**Question**

A gallium trimer, Ga₃, has nine valence electrons. In its doublet state one electron is unpaired, in its quartet state three. The result spin gap in the table is the quartet energy minus the doublet energy, so a positive value favours the doublet. Both structures were relaxed with PBE-D4, and the shapes differ: the doublet is an equilateral triangle, and in the quartet one side is longer.

Spin gap of neutral Ga₃, computed with Ansatz 0.2.0 and tblite 0.8.0 as the electronic energy of the quartet minus that of the doublet, each at its own PBE-D4/def2-TZVP geometry. The HF and density-functional states are spin-unrestricted. GFN1-xTB uses an electronic temperature of 300 K and no spin-polarisation term.

```csv
result level,result spin gap (kJ/mol)
GFN1-xTB,96.70
HF/STO-3G,23.40
HF/def2-TZVP,-44.80
HF/def2-QZVPP,-39.50
SPW92/def2-TZVP,26.80
PBE-D4/def2-TZVP,0.60
r2SCAN-D4/def2-TZVP,6.80
PBE0-D4/def2-TZVP,-5.10
BHLYP-D4/def2-TZVP,-14.20
CAM-B3LYP-D4/def2-TZVP,-5.00
wB97X-V/def2-TZVP,7.00
wB97M-V/def2-TZVP,5.70
RPA-PBE/def2-TZVP,17.80
CCSD/def2-TZVPP,-0.80
```

The expectation value $\langle S^2\rangle$ tells whether a Hartree–Fock (HF) state has the spin that its name claims. It is 0.75 for a pure doublet and 3.75 for a pure quartet. In the def2-TZVP basis the HF states have 1.71 and 3.79.

In the STO-3G basis the corresponding values are 4.39 for the state called a doublet and 5.13 for the quartet.

(a) Which gaps stand apart from the rest, and in which direction? (b) Why does HF in the larger bases err as it does? (c) Is HF/STO-3G, whose gap looks unremarkable, the better HF result? (d) What explains the GFN1-xTB value?

**Model answer**

(a) The density functionals, RPA and CCSD all describe electron correlation in some form, and their gaps run from −14.2 to 26.8 kJ/mol. HF in the two larger bases lies below this band, by about 31 and 25 kJ/mol, and so favours the quartet too strongly. GFN1-xTB lies about 70 kJ/mol above the band and favours the doublet too strongly. The band is wide and includes both signs, so it exposes these outliers but doesn't settle the ground state.

(b) Electrons of like spin avoid each other because the wavefunction is antisymmetric, and HF contains this effect. Electrons of opposite spin also avoid each other, because they repel, but HF lets each feel only the average field of the other. The doublet would normally have one more pair of electrons sharing a region of space than the quartet. HF can keep this pair together and overestimate its repulsion, or let it come apart and lose some of the bonding. Either way the doublet comes out too high relative to the quartet, and the gap too negative.

The table supports this reading. Going from HF/def2-TZVP to CCSD, which adds correlation between electrons, raises the gap by 44 kJ/mol and brings it almost to zero. Enlarging the HF basis from def2-TZVP to def2-QZVPP raises it by only 5.3 kJ/mol. The basis is therefore not the main trouble.

Hybrid functionals show the same tendency in a milder form. The gap falls from PBE-D4 through PBE0-D4 to BHLYP-D4 as more exact exchange is mixed in. The exchange of PBE uses only the density and its gradient at each point, and in a bond this locality imitates some of the correlation between paired electrons. Exact exchange removes that imitation, and the paired state loses by it.

A short estimate shows how far this goes. PBE0 replaces a quarter of the PBE exchange by exact exchange, and the gap changes by $-5.1-0.6=-5.7$ kJ/mol. If each further quarter did the same, full exchange would give

$$0.6+4\times(-5.7)=-22.2\ \text{kJ/mol}.$$

HF gives −44.8 kJ/mol, about twice as far below zero. This is reasonable, since the estimate keeps the PBE correlation functional while HF has none. The straight line is a rough guide: at half exact exchange it gives about −11 kJ/mol, against −14.2 from BHLYP-D4, which also differs from PBE0 in its other ingredients.

The HF doublet used here has taken the second way. Its $\langle S^2\rangle$ exceeds the pure value by 0.96, which amounts to about one pair come apart. This contamination might seem to be the real culprit, but it lowers the energy of the doublet and so makes the error in the gap smaller. A less contaminated doublet solution lies 16.5 kJ/mol higher. With it the gap would be $-44.8-16.5=-61.3$ kJ/mol, further from the correlated methods.

Strain may also play a part. At the PBE-D4 structure of the doublet, HF/def2-TZVP still finds a force of about 1.4 eV/Å on one atom. Relaxing the doublet with HF would lower its energy and raise the gap, while relaxing the quartet would lower the gap again. The net effect isn't known here.

(c) No. The HF/STO-3G gap of 23.4 kJ/mol lies inside the band and closer to CCSD than the def2-TZVP value does, yet its "doublet" has a larger $\langle S^2\rangle$ than a pure quartet. For a single determinant, the excess over the pure value measures how many minority-spin electrons lack a partner in the same region of space. Here the excess is 3.6, and the doublet has only four minority-spin valence electrons. If the tight inner shells stay paired, nearly every valence pair has come apart.

The number is thus a difference between two spin mixtures, and its agreement with better methods has no value. The large change on going to def2-TZVP is not ordinary basis convergence either, because the character of the state changes along the way. Three of the four valence pairs would normally be the filled 4s shells of the atoms. A possible reason for the breakup, untested here, is that the minimal basis makes it too cheap to lift an electron from such a shell into a 4p orbital.

(d) The GFN1-xTB runs contain no energy term that rewards parallel spins. To form the quartet, an electron must move to a higher orbital. In a real molecule part of that cost is returned, because electrons in two given orbitals repel each other less when their spins are parallel. Without this return the quartet lies too high, which is the direction seen.

The doublet has a flaw of its own: its highest occupied and lowest empty levels nearly coincide, so the electronic temperature of 300 K spreads electrons over both. With a thermal energy of only 2.5 kJ/mol, the spreading itself can't explain the offset. But an odd electron shared by two equal levels would normally distort an equilateral triangle, and PBE-D4 left the triangle undistorted. GFN1-xTB may therefore fill different orbitals in the doublet than PBE-D4 does.

How much of the offset the missing spin term explains is open. At the PBE-D4 structure of the quartet, GFN1-xTB still finds a force of about 1 eV/Å on one atom, so some of the excess may be strain, though the doublet is strained too. Errors in the method's fitted orbital energies may also contribute. Adding a spin-polarisation term at the fixed structures, and separately relaxing the structures without it, would show how much comes from the spin term and how much from strain.

**Remarks on the reasoning**

An outlier is easy to see, but a wrong state can hide at an ordinary value. The STO-3G row looks harmless beside the correlated methods. Its jump of 68 kJ/mol to the next HF basis is a warning, but only the spin shows what kind of state lies behind it, so $\langle S^2\rangle$ has to be read before the energies are compared. A warning of spin contamination covers the whole table, and the spins of the density-functional, RPA and CCSD states aren't checked here. A gap that agrees with a better method is useful only if both methods describe the same two states.

CCSD serves in part (b) to show the direction in which correlation acts, not as the true answer. It leaves out triple excitations and correlates outer-core electrons without the basis functions meant for them, and its diagnostics warn that a single determinant is a poor starting point for this cluster. Its gap of −0.8 kJ/mol therefore doesn't make the quartet the ground state.

Nor does the share of exact exchange rank all functionals. ωB97X-V and ωB97M-V use full exact exchange at long range, yet both favour the doublet slightly. The argument in (b) holds best between closely related functionals such as PBE and PBE0. The differences and spin excesses used above are in the printed output that follows.

Numerical output:

```
Lowest gap among density functionals, RPA and CCSD (kJ/mol): -14.2
Highest gap among density functionals, RPA and CCSD (kJ/mol): 26.8
Number of these levels that favour the quartet: 4
Number of these levels that favour the doublet: 6
GFN1-xTB above the top of that band (kJ/mol): 69.9
HF/def2-TZVP below the bottom of that band (kJ/mol): 30.6
HF/def2-QZVPP below the bottom of that band (kJ/mol): 25.3
CCSD minus HF/def2-TZVP (kJ/mol): 44
HF/STO-3G minus CCSD (kJ/mol): 24.2
HF change from def2-TZVP to def2-QZVPP (kJ/mol): 5.3
HF change from STO-3G to def2-TZVP (kJ/mol): -68.2
Change from PBE-D4 to PBE0-D4, a quarter of exact exchange (kJ/mol): -5.7
PBE to PBE0 step continued linearly to full exchange (kJ/mol): -22.2
HF/def2-TZVP minus that continued line (kJ/mol): -22.6
Excess S squared of the HF/STO-3G doublet over 0.75: 3.638
Excess S squared of the HF/STO-3G quartet over 3.75: 1.38
Excess S squared of the HF/def2-TZVP doublet over 0.75: 0.9602
Excess S squared of the HF/def2-TZVP quartet over 3.75: 0.03807
Less contaminated HF/def2-TZVP doublet above the one used (kJ/mol): 16.47
HF/def2-TZVP gap with the less contaminated doublet (kJ/mol): -61.27
Thermal energy kT at 300 K (kJ/mol): 2.494
Force on one atom in the GFN1-xTB quartet (eV/A): 1.004
Force on one atom in the HF/def2-TZVP doublet (eV/A): 1.421
```
